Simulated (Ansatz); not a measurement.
# Gate voltage and capacitance of a Bi2Te3 quintuple layer charged by one gate, PBE-D3(BJ)

The calculation gives the voltage of a single gate that induces up to 10 × 10¹³ cm⁻² electrons or holes in one Bi2Te3 quintuple layer. The voltage is counted from that of the neutral layer, whose Fermi level lies at an arbitrary place in the gap, so the slope on each branch and the window between the branches carry the meaning.

Problem: find how the voltage rises with carrier density, and compare the capacitance with the 1.77 μF/cm² of a 5 Å vacuum gap, the distance from the charged sheet to the nearest nuclei. The answer tells how much voltage a wanted density costs, and where the induced charge effectively sits.

## Calculations

Ansatz 0.2.0, plane-wave Kohn-Sham DFT with its default PAW datasets, PBE-D3(BJ), Coulomb interaction cut off along the normal. The layer is relaxed neutral (cell and atoms), then held. One charged sheet stands 5 Å outside the outermost atoms of the upper face, behind a model barrier of 10 eV placed 1.5 Å nearer; the layer holds the opposite charge. Mesh 36×36×1, Fermi-Dirac smearing of 0.026 eV, spin-paired, no spin-orbit coupling. The voltage is read from the planar potential behind the sheet against the layer's Fermi level.

Notes on method and selection:

- A vacuum gap of 5 Å alone has a capacitance of 1.77 μF/cm².
- The capacitance is the series of the electrostatic and the quantum capacitance; at few carriers the latter depends on mesh and smearing.
- The neutral layer's Kohn-Sham gap along the symmetry path is 1.06 eV, with the valence top between K and Γ and the conduction bottom at Γ.
- In a layer with a gap the smearing places the neutral Fermi level somewhere in the gap, so the zero of voltage is arbitrary and only the window between the branches counts.
- Densities at which electrons spill towards the barrier, and series whose voltage is not monotonic, are not listed.
- Runs in which the search for lower states was switched off are not listed.
- Work functions and vacuum levels are read from the electrostatic potential (Hartree and local ionic parts), which a warning of a rough exchange-correlation potential in thin density does not concern.
- The default PAW datasets of this version of Ansatz are the set soft_2.
- Runs that did not converge, have known faults or may not be shown are not listed, and runs on Ansatz's PAW sets soft_1 and soft_2 are kept to separate tables.

Columns:

- carrier density (10¹³ cm⁻²): electrons added per area, negative for holes.
- back work function (eV): work function of the face away from the gate.
- gate voltage (V): gate voltage less that of the neutral layer.
- capacitance (μF/cm²): differential capacitance e·Δn/ΔV from the previous row to this one.
- equivalent distance (Å): vacuum distance with that capacitance, ε₀/C.

## The series

| member | branch | carrier density (10¹³ cm⁻²) | back work function (eV) | gate voltage (V) | capacitance (μF/cm²) | equivalent distance (Å) |
| --- | --- | --- | --- | --- | --- | --- |
| −10 | holes | −10 | 5.305 | −7.607 | – | – |
| −6 | holes | −6 | 5.317 | −4.753 | 2.25 | 3.94 |
| −3 | holes | −3 | 5.321 | −2.631 | 2.26 | 3.91 |
| −1 | holes | −1 | 5.308 | −1.214 | 2.26 | 3.92 |
| +1 | electrons | 1 | 4.153 | 1.334 | – | – |
| +3 | electrons | 3 | 4.075 | 2.788 | 2.20 | 4.02 |
| +6 | electrons | 6 | 4.006 | 4.878 | 2.30 | 3.85 |
| +10 | electrons | 10 | 3.975 | 7.504 | 2.44 | 3.63 |

Least-squares fits to the whole series, with x = carrier density (10¹³ cm⁻²); R² and errors in the fitted variable (y, or ln y where the fit is in ln y):

| y | branch | members | fit | R² | rms residual | leave-one-out rms | the same for the mean of the others |
| --- | --- | --- | --- | --- | --- | --- | --- |
| gate voltage (V) | holes | 4 | y = −0.5002 + 0.7102 x | 1.00 | 0.0052 | 0.013 | 3.2 |
| gate voltage (V) | electrons | 4 | y = 0.7036 + 0.6845 x | 1.00 | 0.051 | 0.14 | 3.1 |

## Why the values move as they do

On each branch the voltage changes by about 0.7 V per 10¹³ cm⁻². The capacitance is 2.25 to 2.26 μF/cm² for holes and rises from 2.20 to 2.44 μF/cm² for electrons. Every listed step therefore exceeds the vacuum gap, by a factor between 2.20 / 1.77 = 1.24 and 2.44 / 1.77 = 1.38.

A model with three parameters follows from three assumptions.

1. Gate and layer carry opposite charges, so there is no field behind either of them. By Poisson's equation the potential then differs between the two outer sides by s·n, with s = e·d/ε₀. Here n is the carrier density and d the distance from the gate to the centre of the induced charge. For n in 10¹³ cm⁻² and d in Å, s = 0.181·d in volts.

2. The gate voltage is read against the Fermi level, which the back work function Φ ties to the vacuum on the far side. Between two members,

 V₂ − V₁ = (Φ₁ − Φ₂)/e + s·(n₂ − n₁).

3. In the simplest case d is the same for all members, and Φ has one value for holes and another for electrons. Each branch is then a straight line of slope s:

 V = V_h + s·n for holes, V = V_e + s·n for electrons.

The jump in Φ between the branches reflects the band gap: the Fermi level must cross it before carriers of the other sign appear.

The model also explains the high capacitance. The quantum capacitance, being in series, cannot lift the total above the electrostatic part for ordinary band filling. The electrostatic distance must therefore be shorter than 5 Å. The electron cloud of the outer tellurium atoms reaches beyond their nuclei and responds to the field there, so the induced charge is centred outside the nuclear plane.

## The model against the table

The parameters are fixed on −1 and +1. The voltage between them is 1.334 + 1.214 = 2.548 V, of which the back work function supplies 5.308 − 4.153 = 1.155 V. The rest is electrostatic:

s = (2.548 − 1.155) / 2 = 0.6965 V per 10¹³ cm⁻²

d = 0.6965 / 0.181 = 3.85 Å

The induced charge is thus centred 5 − 3.85 = 1.15 Å outside the outermost nuclei. The 1.155 eV step in work function is close to the Kohn-Sham gap of 1.06 eV.

The branch constants are V_h = −1.214 + 0.6965 = −0.5175 V and V_e = 1.334 − 0.6965 = 0.6375 V. Four other members follow:

- **−3:** −0.5175 − 3 × 0.6965 = −2.607 V; the table has −2.631 V, a difference of −0.024 V.
- **−10:** −0.5175 − 10 × 0.6965 = −7.483 V; the table has −7.607 V, a difference of −0.124 V.
- **+6:** 0.6375 + 6 × 0.6965 = 4.817 V; the table has 4.878 V, and 4.878 − 4.817 = 0.061 V.
- **+10:** 0.6375 + 10 × 0.6965 = 7.603 V; the table has 7.504 V, and 7.504 − 7.603 = −0.099 V.

Over all six members not used to fix the model, the typical miss is 0.08 V. Predicting each member from the mean of the others on its branch gives an rms miss of more than 3 V.

## Where the trend breaks

Largest departures from the fit to the whole series:

| member | branch | gate voltage (V) | fit | computed − fit | in rms residuals |
| --- | --- | --- | --- | --- | --- |
| −6 | holes | −4.753 | −4.761 | +0.008 | 1.6 |
| +6 | electrons | 4.878 | 4.811 | +0.067 | 1.3 |
| +1 | electrons | 1.334 | 1.388 | −0.054 | 1.1 |
| −10 | holes | −7.607 | −7.602 | −0.005 | 0.9 |

The misses of the three-parameter model have two sources, which the back work function separates.

For electrons Φ is not constant: it falls from 4.153 to 3.975 eV between +1 and +10, which adds 4.153 − 3.975 = 0.178 V to the voltage. Filling of the conduction band, which has few states near its bottom at Γ, gives this sign. For holes Φ stays within 0.016 eV.

The distance d is not constant either. With the change in Φ taken out, the slope from −10 to −6 is (7.607 − 4.753 + 5.317 − 5.305) / 4 = 0.717 V per 10¹³ cm⁻², which means a distance for the added charge of 0.717 / 0.181 = 3.96 Å. From +6 to +10 the slope is (7.504 − 4.878 + 3.975 − 4.006) / 4 = 0.649 V per 10¹³ cm⁻², and the distance 0.649 / 0.181 = 3.59 Å. A positive gate draws the electron cloud towards itself and a negative one pushes it back, which accounts for the direction of the shift.

At −10 the longer distance makes the voltage more negative than the model's. At +3 and +6 band filling outweighs the shorter distance, and both members lie about 0.06 V above the model; at +10 the shorter distance wins.

## What to take away

Between 1 and 10 × 10¹³ cm⁻² of either carrier, the listed voltages follow nearly one electrostatic slope, about 0.7 V per 10¹³ cm⁻², and a step close to the band gap. The capacitance exceeds that of the vacuum gap because the induced charge lies nearer the gate than the nuclei do. Densities at which electrons spill towards the barrier are left out, so the series sets no upper limit for charging.

Two limits of the calculation can outweigh the model's largest miss of 0.124 V, though not the range of several volts. Spin-orbit coupling, strong in bismuth and tellurium, would narrow the window between the branches by roughly some tenths of a volt. The usual underestimate of gaps by PBE acts the other way, with a similar rough size. Both bear mainly on the window and much less on the slope. The atoms are held, so relaxation of the layer under charge is left out as well.
